The Lorentz factor $L$ measures how long a reciprocal-lattice node stays on the Ewald sphere while the crystal turns. I want it for the upper layers of KH$_2$PO$_4$ (KDP) on an equi-inclination Weissenberg camera. I also want to see how the same geometry treats Si, GaN, 4H-SiC and rutile TiO$_2$.

\subsection*{Conventions and derivation}

I use reciprocal vectors without $2\pi$, so $|\mathbf g|=1/d$. The unit vectors $\mathbf s_0$ and $\mathbf s$ point along the incident and diffracted beams, and $\mathbf s-\mathbf s_0=\lambda\mathbf g$. The angle between them is $2\theta$. The crystal turns at angular speed $\omega$ about the unit vector $\mathbf e$. The beam is parallel and monochromatic, and scattering is kinematic.

A small crystal of volume $V$ and cell volume $v_c$ scatters X-rays with $d\sigma/d\Omega=r_e^2P|F|^2|G(\mathbf q)|^2$. Here $r_e$ is the classical electron radius, $P$ the polarisation factor and $G$ the lattice sum. The integral of $|G|^2$ over one node is the number of cells times the reciprocal cell volume, $V/v_c^2$. The sphere has radius $1/\lambda$, so a solid angle $d\Omega$ covers the area $d\Omega/\lambda^2$ on it. If the node moves through the sphere with normal speed $v_n$, then $d^3q=v_n\,dt\,d\Omega/\lambda^2$. The energy collected in one passage at incident intensity $I_0$ is
\begin{equation}
E=I_0r_e^2P|F|^2\frac{V}{v_c^2}\frac{\lambda^2}{v_n}
 =\frac{I_0}{\omega}\,r_e^2P|F|^2\,\frac{V\lambda^3}{v_c^2}\,L,
\qquad L\equiv\frac{\omega}{\lambda v_n}.
\label{eq:E}
\end{equation}
I have taken $v_n$ as constant across the node, and I test that assumption further down. The node moves with velocity $\omega\,\mathbf e\times\mathbf g$, and the outward normal of the sphere at the node is $\mathbf s$. Then $\mathbf s\cdot(\mathbf e\times\mathbf g)=\mathbf e\cdot(\mathbf g\times\mathbf s)=-\mathbf e\cdot(\mathbf s_0\times\mathbf s)/\lambda$, because $\mathbf s\times\mathbf s=0$. Hence
\begin{equation}
L=\frac{1}{|\mathbf e\cdot(\mathbf s_0\times\mathbf s)|}.
\label{eq:L}
\end{equation}
Nothing here depends on the kind of radiation, so the same $L$ holds for neutrons at fixed wavelength.

I put $z$ along $\mathbf e$ and write $\mathbf s_0=(\cos\mu,0,\sin\mu)$ and $\mathbf s=(\cos\nu\cos\gamma,\cos\nu\sin\gamma,\sin\nu)$. The angles $\mu$ and $\nu$ are signed elevations above the plane normal to the axis, and $\gamma$ is the angle between the projections of the two beams on that plane. The $z$ component of the cross product gives
\begin{equation}
L=\frac{1}{\cos\mu\,\cos\nu\,|\sin\gamma|}.
\label{eq:Lmn}
\end{equation}
On the equator $\mu=\nu=0$, $\gamma=2\theta$ and $L=1/\sin2\theta$. Each accessible node crosses twice per turn, at $\pm\gamma$, with the same $L$. The film translation of the Weissenberg camera moves the spots and leaves the crossing speed alone.

Let $\xi$ and $\zeta$ be the radial and axial components of $\lambda\mathbf g$. Then
\begin{equation}
\zeta=\sin\nu-\sin\mu,\qquad
\xi^2=\cos^2\mu+\cos^2\nu-2\cos\mu\cos\nu\cos\gamma,\qquad
\xi^2+\zeta^2=4\sin^2\theta .
\label{eq:cyl}
\end{equation}
The lengths $\cos\mu$, $\cos\nu$ and $\xi$ form a triangle whose area is $1/(2L)$. Eliminating $\gamma$,
\begin{equation}
\frac{4}{L^2}=\left[(\cos\mu+\cos\nu)^2-\xi^2\right]\left[\xi^2-(\cos\mu-\cos\nu)^2\right].
\label{eq:tri}
\end{equation}
Nodes with $\xi<\xi_{\min}=|\cos\mu-\cos\nu|$ never reach the sphere. In the normal-beam setting, $\mu=0$, this gives $\xi_{\min}=1-\sqrt{1-\zeta^2}$, the blind cusp around the axis. At its edge the node grazes the sphere, $\gamma\to0$, and $L$ diverges as $(\xi-\xi_{\min})^{-1/2}$. The flat-cone setting, $\nu=0$, has the same $L$, since \eqref{eq:tri} is symmetric in the two cosines.

Equi-inclination means $\mu=-\nu$, so $\sin|\mu|=\zeta/2$ and $\xi=2\cos\mu\sin(\gamma/2)$. Equation \eqref{eq:cyl} then yields $\cos\theta=\cos\mu\cos(\gamma/2)$, and
\begin{equation}
L_{\rm eq}=\frac{1}{\cos^2\mu\,\sin\gamma}=\frac{1}{\xi\cos\theta}.
\label{eq:Leq}
\end{equation}
Here $\xi_{\min}=0$. The blind region of the layer has shrunk to the point on the axis, and the divergence there is $1/\xi$. A node $00l$ sits on the sphere all the time, and no Lorentz factor can be assigned to it. The other divergence, at $\gamma\to\pi$, is back-scattering.

A second form explains the trends better. The unit vector $\hat{\mathbf g}$, the vector $\mathbf t=(\mathbf s_0+\mathbf s)/(2\cos\theta)$ and the normal $\mathbf n=\mathbf s_0\times\mathbf s/\sin2\theta$ are orthonormal. Let $\chi$ be the angle between $\mathbf g$ and the axis, $\tan\chi=\xi/\zeta$. From $(\mathbf e\cdot\mathbf n)^2=1-\cos^2\chi-(\mathbf e\cdot\mathbf t)^2$ and $\mathbf e\cdot\mathbf t=(\sin\mu+\sin\nu)/(2\cos\theta)$ I get
\begin{equation}
\frac{1}{L^2}=\sin^22\theta\,\sin^2\chi-\sin^2\theta\,(\sin\mu+\sin\nu)^2 .
\label{eq:chi}
\end{equation}
For a given node, axis and wavelength the first term is fixed and the second can only lower the crossing speed. Equi-inclination removes it and so gives the smallest possible $L$. With $\sin\nu=\zeta=2\sin\theta\cos\chi$ for the normal beam,
\begin{equation}
L_{\rm eq}=\frac{1}{\sin2\theta\,\sin\chi},\qquad
\frac{L_{\rm nb}}{L_{\rm eq}}=\left(1-\frac{\tan^2\theta}{\tan^2\chi}\right)^{-1/2}.
\label{eq:ratio}
\end{equation}
A node is blind in the normal-beam setting when $\chi<\theta$. The factor $1/\sin\chi$ depends on the cell and the indices and not on $\lambda$.

\subsection*{KDP about $c$, layer by layer}

My inputs are typical values near 295~K, not measurements of mine: $a\approx7.45$~\AA, $c\approx6.97$~\AA, space group $I\bar42d$, the tetragonal phase that holds above about 123~K. I take the mean Cu K$\alpha$ wavelength as $1.5418$~\AA, a photon energy of 8042~eV. Then $\xi=\lambda\sqrt{h^2+k^2}/a$ and $\zeta=\lambda l/c$. The reflection conditions $h+k+l=2n$ and, for $hhl$, $2h+l=4n$ fix the innermost off-axis node of each layer: 200, 101, 112, 103, 204. I add 224 because it lies just outside the normal-beam cusp. All entries come from unrounded intermediate values and are the numbers of this geometric model.

\begin{center}
\begin{tabular}{lccccccc}
\hline
$hkl$ & $\xi$ & $\zeta$ & $|\mu|$ (deg) & $\xi_{\min}^{\rm nb}$ & $1/\sin2\theta$ & $L_{\rm eq}$ & $L_{\rm nb}$\\
\hline
200 & 0.414 & 0 & 0 & 0 & 2.47 & 2.47 & 2.47\\
101 & 0.207 & 0.221 & 6.35 & 0.025 & 3.34 & 4.89 & 4.96\\
112 & 0.293 & 0.442 & 12.78 & 0.103 & 1.96 & 3.54 & 3.90\\
103 & 0.207 & 0.664 & 19.38 & 0.252 & 1.53 & 5.15 & blind\\
204 & 0.414 & 0.885 & 26.26 & 0.534 & 1.17 & 2.77 & blind\\
224 & 0.585 & 0.885 & 26.26 & 0.534 & 1.11 & 2.02 & 6.21\\
\hline
\end{tabular}
\end{center}

Going up the row $10l$ from 101 to 103, $L_{\rm eq}$ rises by only 5 per cent, while $1/\sin2\theta$ falls by a factor 2.18. The form $1/(\xi\cos\theta)$ shows why. The radius $\xi$ of the circle on which the node travels is the same along the row, and only the slow $\cos\theta$ changes. If I corrected 103 with the equatorial factor by mistake, $|F|^2$ would come out too large by $1/\sin\chi=3.36$. The pair 200 and 204 behaves in the same way.

Within the even layers and the odd layers the innermost radius is set by the absences. The odd layers start at $\xi=\lambda/a$, and their innermost nodes carry the largest factors in the table, near 5. The fourth layer starts at $2\lambda/a$, since 104 is removed by the centring and 114 by the glide, and its innermost node 204 has only 2.77. This ranking concerns the low-angle end of each layer. Further out $L_{\rm eq}=1/(\xi\cos\theta)$ passes through a minimum and rises again toward back-scattering. On the fourth layer the model gives 3.1 for 664 ($\theta=79.5^\circ$) and 5.1 for 754 ($\theta=83.7^\circ$).

The normal-beam column parts from the equi-inclination one as $\zeta$ grows, because $\xi_{\min}\approx\zeta^2/2$ at small $\zeta$ and grows faster beyond. The first layer hardly notices. The cusp covers 103 and 204, and 224 crosses 3.08 times more slowly than it does in equi-inclination.

\subsection*{Five crystals on their highest layer}

For the comparison I assume a camera that reaches $|\mu|\le30^\circ$, which means $\zeta\le1$, the same layers that a normal beam can reach. The highest layer is $l=\lfloor T/\lambda\rfloor$, with $T$ the repeat along the axis. The cell inputs are again typical values near 295~K: Si $a\approx5.431$~\AA; wurtzite GaN $a\approx3.189$, $c\approx5.185$~\AA; 4H-SiC $a\approx3.08$, $c\approx10.08$~\AA; rutile $a\approx4.594$, $c\approx2.959$~\AA. The axis is [001] throughout. The highest layers are $l=4$ (KDP), 3 (Si), 3 (GaN), 6 (SiC) and 1 (rutile). On each I take the innermost allowed off-axis node. For the hexagonal cells $\xi=2\lambda/(\sqrt3a)$ on the row $10l$, in three-index notation.

\begin{center}
\begin{tabular}{llcccccc}
\hline
crystal & $hkl$ & $|\mu|$ (deg) & $\theta$ (deg) & $\chi$ (deg) & $1/\sin\chi$ & $L_{\rm eq}$ & $L_{\rm nb}$\\
\hline
KDP & 204 & 26.26 & 29.24 & 25.07 & 2.36 & 2.77 & blind\\
Si & 113 & 25.20 & 28.08 & 25.24 & 2.35 & 2.82 & blind\\
4H-SiC & 106 & 27.31 & 32.84 & 32.20 & 1.88 & 2.06 & blind\\
GaN & 103 & 26.49 & 31.75 & 32.04 & 1.89 & 2.11 & 14\\
TiO$_2$ & 101 & 15.10 & 18.05 & 32.79 & 1.85 & 3.13 & 3.63\\
\hline
\end{tabular}
\end{center}

In equi-inclination all five factors lie between 2.06 and 3.13, and their order follows the in-plane cell. The hexagonal crystals have a short $a$, a large innermost $\xi$ and the lowest $L_{\rm eq}$. KDP and Si land close together by an accident of the absences: $2/a$ for KDP and $\sqrt2/a$ for Si are nearly the same reciprocal length. Rutile has the smallest $\xi$ of the five and the largest $L_{\rm eq}$, although its $1/\sin\chi$ is the lowest. Its small Bragg angle makes $1/\sin2\theta$ large. The repeat along the axis decides how many layers there are and at what $\mu$. It enters $L_{\rm eq}$ only through $\cos\theta$.

The normal-beam column is ruled by $\chi-\theta$. For KDP and Si it is negative by a few degrees. SiC 106 is blind by less than a degree. GaN 103 escapes by $0.29^\circ$ and pays a factor 6.7 over equi-inclination. Rutile is far from the cusp. A shorter wavelength lowers $\theta$ and leaves $\chi$ as it is. With Mo K$\alpha$ taken as $0.7107$~\AA{} ($1.74\times10^4$~eV) the ratio \eqref{eq:ratio} for GaN 103 drops to 1.09.

\subsection*{What the point-node formula leaves out}

Each part of a broadened node crosses with its own speed, so \eqref{eq:E} really contains an average of $L$ over the node and over the spectrum. Near the cusp this matters. With the Cu doublet taken as $1.5406$ and $1.5444$~\AA, GaN 103 has $L_{\rm nb}=13.5$ and $15.8$ for the two lines, against $L_{\rm eq}=2.107$ and $2.104$. This is why I keep two figures in the entry 14. It is the model's value for these cell inputs, and since it scales as $(\chi-\theta)^{-1/2}$ it shifts with any strain in a real sample. An assumed Gaussian mosaic spread of rms $\eta=0.1^\circ$ acts on $\chi$. Expanding $(\chi-\theta)^{-1/2}$ gives a relative increase of $\tfrac38\eta^2/(\chi-\theta)^2=0.04$, and the fourth-order term $\tfrac{105}{128}\eta^4/(\chi-\theta)^4$ adds 0.01. The expansion is only asymptotic, since the tail of the distribution reaches into the blind region. In equi-inclination the same spread enters at order $\eta^2/\sin^2\chi$, which is $3\times10^{-5}$ for KDP 103.

A missetting $\delta$ of the inclination makes $\sin\mu+\sin\nu=\zeta+2\sin\mu\approx2\delta\cos\mu$. Equation \eqref{eq:chi} is stationary at equi-inclination, so the change is of second order:
\begin{equation}
\frac{\Delta L}{L}\approx\frac{2\tan^2\theta\,\cos^2\mu}{\xi^2}\,\delta^2 .
\label{eq:mis}
\end{equation}
For $\delta=0.5^\circ$ this is $4.3\times10^{-4}$ for KDP 103 and $2.2\times10^{-4}$ for 204.

That insensitivity is useful, because exact equi-inclination has a flaw that kinematic theory does not see. The zero layer and layer $l$ cut the sphere in circles of equal radius, so $hk0$ reflects at the same rotation angle as $hkl$, while $00l$ reflects always. For odd $l$ in KDP, and for Si 113, the centring removes both partners. For KDP 204 both 200 and 004 are allowed, and for GaN 103 the partner 100 is allowed, so power can pass between the beams. The reflecting condition for a node at azimuth $\phi$ from the projected incident beam is $2\xi\cos\mu\cos\phi=-\xi^2-\zeta(\zeta+2\sin\mu)$. A missetting therefore separates $hkl$ from $hk0$ by $\zeta\delta/(\xi|\sin\phi|)$ with $\cos\phi=-\xi/(2\cos\mu)$. For 204 and $\delta=0.5^\circ$ that is $1.1^\circ$ of rotation, well outside the assumed mosaic spread.

The tables hold $L$ only. For an unpolarised beam $P=(1+\cos^22\theta)/2$ varies by at most a factor of two and is the same in every setting for a given node. Absorption must be treated layer by layer. For a rod along the axis all paths in equi-inclination lengthen by $1/\cos\mu$, which is 1.12 on the fourth layer of KDP. Nearly perfect crystals, as Si typically is, show strong extinction, and there $E$ falls below \eqref{eq:E}. Even then $L$ remains the factor that converts a width $\Delta q$ normal to the sphere into a rotation angle $\lambda L\,\Delta q$, which for the KDP node 103 in equi-inclination is, in this geometric model, 3.36 times the angle it would need on the equator.